Selenium is the row that looks wrong. The measured ionisation energy falls by 0.036 eV from arsenic to selenium, while minus the highest LB94 eigenvalue rises by 1.13 eV. An error of $-0.045$ eV against the NIST value at As becomes $+1.12$ eV one element later. A hand rule for this block has to contain that step, and it has to say whether it imitates the calculation or the measurement, because the two need different constants.

Neutral atoms Cu to Kr in the ground configurations listed by NIST, from scalar-relativistic, spin-polarised all-electron Kohn-Sham calculations with the LB94 model potential (radks with Libxc; spherical densities, open shells at highest spin, finite Fermi nucleus). Minus the highest occupied eigenvalue is set against the measured ionisation energy from NIST.

```csv
species,Z,configuration,−ε(highest occupied) (eV),highest level mean radius (bohr),highest level,NIST table (eV),computed less table (eV)
Cu,29,[Ar] 3d10 4s1,9.0817,2.7090,4s up,7.72638,1.36
Zn,30,[Ar] 3d10 4s2,10.589,2.4837,4s,9.394197,1.19
Ga,31,[Ar] 3d10 4s2 4p1,6.2641,3.1001,4p up,5.999302,0.265
Ge,32,[Ar] 3d10 4s2 4p2,7.9733,2.7498,4p up,7.899435,0.0739
As,33,[Ar] 3d10 4s2 4p3,9.7432,2.4749,4p up,9.78855,-0.0453
Se,34,[Ar] 3d10 4s2 4p4,10.874,2.2183,4p down,9.752368,1.12
Br,35,[Ar] 3d10 4s2 4p5,12.552,2.0623,4p down,11.81381,0.738
Kr,36,[Ar] 3d10 4s2 4p6,14.374,1.9232,4p,13.999605,0.374
```

The column $-\varepsilon$(highest occupied), written $I$ below, is the binding energy of the highest filled Kohn-Sham orbital. With the exact potential it would equal the ionisation energy. LB94 adds a gradient term to the local-density potential so that it falls off as $-1/r$ far from the atom, which is a necessary condition, though not a sufficient one, for using an eigenvalue in this way. That tail is built in, so the table does not test it, and every $I$ is an eigenvalue, never a difference of total energies. The mean radius $\langle r\rangle$ belongs to the same orbital. The labels up and down mark the majority and minority spin; Zn and Kr are closed shells and carry none. The last column is $I$ less the NIST value, whose stated uncertainty is negligible beside it in every row.

**Cu and Zn**

These two atoms lose a 4s electron that moves outside a full 3d shell. An s orbital has no centrifugal barrier and penetrates the core, where it feels a much larger charge than in the outer region. A 4p electron is held off by its angular momentum and is screened by the two 4s electrons as well. This standard argument explains why both the computed and the measured energies fall from Zn to Ga although the nuclear charge rises. The computed fall of 4.32 eV is larger than the measured 3.39 eV, and the errors show where the difference sits: Zn is 1.19 eV too deep and Ga only 0.265 eV. Copper, at $+1.36$ eV or 17.5% of the measured value, is the worst row of the table. Zinc has no unpaired spin, so whatever spoils selenium through the spin channels cannot be the source of its error. LB94 can evidently bind a level too strongly by an electronvolt without any help from spin.

Two rows fix a straight line and leave nothing to test it, so no energy rule is offered for 4s. The 4p rule below, carried back to Cu and Zn, is about 6 eV too low. A rule in the electron count holds only while the same subshell is filling.

**Ga, Ge, As**

Here the 4p up channel takes one, two and three electrons. Let $k = Z - 31$. Each step adds a proton and an electron in the same shell. The new electron spends only part of its time inside the orbit of the others, so it screens less than a full unit of charge and the level sinks. The computed steps are 1.709 and 1.770 eV, nearly equal, which suggests a start value plus a fixed step, $I \approx 6.25 + 1.75\,k$ in eV.

Germanium has $k = 1$, so the estimate is $6.25 + 1.75 = 8.00$ eV against 7.973 eV in the table, 0.027 eV too high. Ge was among the fitted rows; with Ge left out of the fit the miss is 0.030 eV.

The agreement with measurement in this stretch is less than it seems. The error runs $+0.265$, $+0.074$, $-0.045$ eV, a drift that passes through zero between Ge and As because the computed slope of 1.74 eV per electron is below the measured 1.89. The open shells are also spherical averages. The calculation spreads the two p electrons of Ge evenly over three orbitals and resolves neither terms nor fine structure, and errors of under 0.1 eV are too small to judge a functional by while these and spin-orbit coupling are absent.

**The step from As to Se**

At arsenic the up channel is full, and the fourth p electron must go down. Exchange binds an electron more strongly the more electrons share its spin, so the level gets a spin-dependent shift, taken here as linear in the number of unpaired electrons. With $m$ unpaired electrons and an exchange constant $J$, an up level is bound more strongly by $Jm/2$ and a down level less strongly by the same amount. From Ga to Kr $m$ runs 1, 2, 3, 2, 1, 0. For the up rows $m = k+1$ and the shift is $+J(k+1)/2$. For the remaining rows $m = 5-k$ and the shift is $-J(5-k)/2 = J(k+1)/2 - 3J$. Both stretches thus lie on lines of one slope, with a single drop between them:

$$I = a + b\,k - D\,[k \ge 3], \qquad D = 3J,$$

where the bracket is 1 for Se, Br, Kr and 0 otherwise. Counting the parallel partners that an electron loses on removal, as in Hund's first rule, gives 0, 1, 2, 0, 1, 2 and the same formula, so the fit cannot tell the two pictures apart.

The formula was fitted by least squares to the six 4p rows, once to the computed and once to the measured values, and the constants were rounded to 0.05 eV; the residuals stand in the output after the text. The two hand rules are

$$I_{\rm LB94} \approx 6.25 + 1.75\,k - 0.65\,[k\ge3], \qquad I_{\rm NIST} \approx 5.90 + 2.00\,k - 2.05\,[k\ge3].$$

In the measured series the drop is as large as one step, so Se lands level with As. In the calculation the drop is 0.63 eV before rounding, against 2.07 eV, only 30% of the measured one, and the break at half filling survives as a smaller rise. The drop is still needed: a straight line without it fits the computed rows with a root-mean-square residual of 0.15 eV, against 0.026 eV with it.

A value of $J$ that is too small would leave a definite pattern. Up levels would lack binding, the more so as $m$ grows, and down levels would have too much, most at Se and none at Kr. The error column falls, jumps and falls again in this way, but it sits higher: Ga and Ge are bound too strongly, not too weakly, and Kr is not at zero. Too small a $J$ can therefore account only for the steps. They come on top of an excess binding of roughly half an electronvolt in all six atoms, which the exchange model does not explain. The sizes of the steps agree roughly. The missing drop of 1.44 eV means a missing $J$ of $1.44/3 = 0.48$ eV, which should lower the slope by half of that, 0.24 eV, and the fitted slopes differ by 0.26 eV. This is consistency within one model and no proof; the count of lost partners would ask for the full 0.48 eV. The model wants the error to fall equally fast in both stretches, whereas it falls by about 0.16 eV per electron in the first and 0.37 eV in the second.

The arsenic calculation shows directly that the spin splitting is abnormal in that atom. With three unpaired up electrons, ordinary exchange should put the up levels lower, and for 3s and 3p it does, by 0.153 and 0.089 eV. For 3d and 4s the order is reversed: 4s down lies 0.369 eV below 4s up. The likely reason lies in the form of the LB94 term, which is evaluated in each spin channel from that channel's density $n_\sigma$. Where the reduced gradient is large, as in the outer part of an atom, the term goes as $|\nabla n_\sigma|/n_\sigma$ divided by a logarithm of the reduced gradient. In the valence region it responds mainly to how steeply the density falls and only weakly to how much density there is. Far out the logarithm grows in proportion to $r$, and both channels approach the same $-1/r$. In As the outer down density is the compact 4s alone and falls more steeply than the up density with its 4p tail, so the minority channel receives the deeper correction and part of the exchange splitting is cancelled. That the same thing pulls down the 4p down level of selenium is a guess from one neighbouring atom and from other shells. The table fixes only the order: the highest filled level of selenium is 4p down, so 4p up lies deeper and the splitting, whatever its size, is not reversed there.

**Se, Br, Kr**

The down channel now fills, and the computed slope is 1.750 eV per electron against 1.740 in the first stretch, which is why one $b$ serves. Bromine has $Z = 35$ and $k = 4$:

$$I \approx 6.25 + 1.75\times 4 - 0.65 = 12.60\ \text{eV}.$$

The table has 12.552 eV. The miss of 0.048 eV is the largest of the six, and it grows to 0.072 eV when Br is left out of the fit. The measured value is 11.814 eV, which the first rule overshoots by about 0.8 eV because the calculation itself does; the second rule gives $5.90 + 8.00 - 2.05 = 11.85$ eV, again for a fitted row.

Over the six rows the first rule follows the calculation to 0.027 eV rms, or 0.049 eV when each row is predicted from the other five. Three constants on six rows is a thin test. The residuals are far above the rounding of the table and have a pattern: the middle atom of each trio lies furthest below the line, since the second step is the larger (1.678, then 1.822 eV). A screened-hydrogenic picture expects such growth. If $I \propto Z_{\rm eff}^2$ and the effective charge $Z_{\rm eff}$ rises by a fixed amount per element, then $\sqrt I$ is linear in $k$. That form overdoes the growth for the computed values, with 0.16 eV rms, because it makes the second stretch steeper than the first. For the measured values, whose slope does rise from 1.89 to 2.12 eV, it is slightly better than the linear rule, 0.086 against 0.096 eV. The straight line is therefore an empirical convenience that suits the LB94 numbers and carries no law.

The second rule misses the measured 4p values by 0.15 eV at worst (Kr), while the calculation misses them by 0.58 eV rms. The comparison flatters the rule, which was fitted to those values, and the calculation was not.

Part of the krypton error is not the fault of the functional. Scalar relativity averages over spin-orbit coupling. The ion Kr$^+$ has a $^2P_{3/2}$ ground level with four states and a $^2P_{1/2}$ level with two, so the lower lies one third of the splitting below the weighted centre. With a splitting of roughly 0.67 eV, a recalled figure, the estimate should come down by about 0.2 eV, more than half of the 0.374 eV error. Selenium has no such excuse. The ground term of Se$^+$ is $^4S$, which spin-orbit coupling does not split to first order, while the coupling lowers the $^3P_2$ ground level of the neutral atom. That raises the true ionisation energy, so leaving it out should make the estimate too low, not too high.

**The radius column, read with the same rule**

For a level in a Coulomb field of charge $Z$, in atomic units, $I = Z^2/2n^2$ and $\langle r\rangle = [3n^2 - l(l+1)]/2Z$, with $n$ and $l$ the principal and angular quantum numbers. The product $C = I\langle r\rangle^2$ is then free of the charge. More generally, an orbital that keeps its shape and only shrinks has a size proportional to its decay length $1/\sqrt{2I}$. The other simple limit, an electron far outside a core of fixed charge one, would give $\langle r\rangle$ falling roughly as $1/I$. The table picks the first: the exponent of $\langle r\rangle$ against $I$ is $-0.51$ in both 4p stretches, each from three rows. The valence electron evidently moves among its shell partners, where the charge it feels grows along the row.

The constant cannot be taken from hydrogen. A 4p level there has $C = 450$ eV bohr$^2$, and the table gives 60 for Ga to As and 53 for Se to Kr, each constant to 1% or better within its trio. The inner loops of a real 4p orbital are squeezed into the strongly charged core, so the outer loop is far more compact than in hydrogen at the same binding. With the hand energies, Ge has $\sqrt{60/8.00} = 2.74$ bohr against 2.750, and Br has $\sqrt{53/12.60} = 2.05$ bohr against 2.062. The worst of the six errors is 0.55% of the table radius, with the constants taken from the same rows. Cu and Zn give 66, from two rows that cannot check it. A single constant of 59 for all eight atoms is good to 6%. The constant changes where the highest level changes spin channel, yet Kr, which has no spin polarisation, shares the lower value, so the step has no established cause.

For another p block the physics gives the same form, a start value, a step per electron and a drop after half filling, with constants that must be found afresh. Exchange is stronger between compact orbitals, so the measured drop is expected to be larger in a lighter row, while spin-orbit coupling, which the rule leaves out, grows with nuclear charge. Whether one slope serves both stretches of another row as well as it does here is not tested by this table.

The open question is whether the fitted drop is the spin splitting that the model takes it for. If it is, $J \approx 0.21$ eV, and the 4p up and down levels of LB94 should lie about $3J \approx 0.6$ eV apart in arsenic and $2J \approx 0.4$ eV apart in selenium, where the measured drop calls for more than three times as much. A splitting of that small size would point to the spin dependence of the gradient term as a source of the selenium error; a normal splitting would suggest that the cause lies elsewhere.

Numerical output:

```
rounding of computed energies: 0.00005 eV below 10 eV, 0.0005 eV above
atom level    LB94   NIST  LB94-NIST  step LB94  step NIST (eV)  I*r^2 (eV bohr^2)
Cu 4s up     9.082  7.726  +1.355 (+17.5%)       -       -   66.6
Zn 4s       10.589  9.394  +1.195 (+12.7%)  +1.507  +1.668   65.3
Ga 4p up     6.264  5.999  +0.265 ( +4.4%)  -4.325  -3.395   60.2
Ge 4p up     7.973  7.899  +0.074 ( +0.9%)  +1.709  +1.900   60.3
As 4p up     9.743  9.789  -0.045 ( -0.5%)  +1.770  +1.889   59.7
Se 4p down  10.874  9.752  +1.122 (+11.5%)  +1.131  -0.036   53.5
Br 4p down  12.552 11.814  +0.738 ( +6.2%)  +1.678  +2.061   53.4
Kr 4p       14.374 14.000  +0.374 ( +2.7%)  +1.822  +2.186   53.2
LB94 fit: a=6.249 b=1.745 D=0.628 D/3=0.209 eV, rms 0.026; hand rule 6.25+1.75k-0.65[k>=3]
LB94 slope Ga-As 1.740, slope Se-Kr 1.750 eV per electron
LB94 line without drop: rms 0.152 max 0.238; sqrt(I) linear with drop: rms 0.163 max 0.234 eV
NIST fit: a=5.887 b=2.009 D=2.068 D/3=0.689 eV, rms 0.096; hand rule 5.90+2.00k-2.05[k>=3]
NIST slope Ga-As 1.895, slope Se-Kr 2.124 eV per electron
NIST line without drop: rms 0.504 max 0.862; sqrt(I) linear with drop: rms 0.086 max 0.126 eV
drop D, LB94/NIST = 0.30; NIST less LB94: D 1.44 eV, b 0.26 eV
4s Cu,Zn: mean I*r^2 65.98, range 2.0%, dln r/dln I -0.565 (Coulomb -0.5), hydrogen n=4 gives 490
4p Ga-As: mean I*r^2 60.06, range 1.0%, dln r/dln I -0.509 (Coulomb -0.5), hydrogen n=4 gives 450
4p Se-Kr: mean I*r^2 53.35, range 0.6%, dln r/dln I -0.512 (Coulomb -0.5), hydrogen n=4 gives 450
one constant for all 8 rows: 59.0 eV bohr^2, worst radius error -5.9% (Cu)
atom k | hand LB94, table-hand, left-out residual | hand NIST, NIST-hand (eV) | r=sqrt(C/hand I), table r (bohr), error
Ga 0 |   6.25 +0.014 +0.037 |   5.90 +0.099 | 3.098 3.100 -0.06%
Ge 1 |   8.00 -0.027 -0.030 |   7.90 -0.001 | 2.739 2.750 -0.41%
As 2 |   9.75 -0.007 +0.012 |   9.90 -0.111 | 2.481 2.475 +0.23%
Se 3 |  10.85 +0.024 +0.045 |   9.85 -0.098 | 2.210 2.218 -0.37%
Br 4 |  12.60 -0.048 -0.072 |  11.85 -0.036 | 2.051 2.062 -0.55%
Kr 5 |  14.35 +0.024 +0.070 |  13.85 +0.150 | 1.922 1.923 -0.07%
hand LB94 vs LB94, 4p rows: rms 0.027 eV, worst Br -0.048 eV
hand NIST vs NIST, 4p rows: rms 0.096 eV, worst Kr +0.150 eV
LB94 run vs NIST, 4p rows: rms 0.580 eV, worst Se +1.122 eV
left-out rms 0.049, max 0.072 eV; worst hand radius error 0.55%
Cu (4s, not fitted): 4p rule gives 2.75, table 9.082, miss +6.33 eV; r from C=66 and table I off by -0.49%
Zn (4s, not fitted): 4p rule gives 4.50, table 10.589, miss +6.09 eV; r from C=66 and table I off by +0.52%
worked Ge: 6.25+1.75*1-0.00 = 8.00 eV (table 7.973, NIST 7.899); sqrt(60/8.00) = 2.74 bohr (table 2.750)
worked Br: 6.25+1.75*4-0.65 = 12.60 eV (table 12.552, NIST 11.814); sqrt(53/12.60) = 2.05 bohr (table 2.062)
As, down less up (eV): 4s -0.369, 3d -0.089, 3p +0.089, 3s +0.153
Kr spin-orbit shift about 0.22 eV (rough, recalled) = 60% of Kr error, 20% of Se error
```
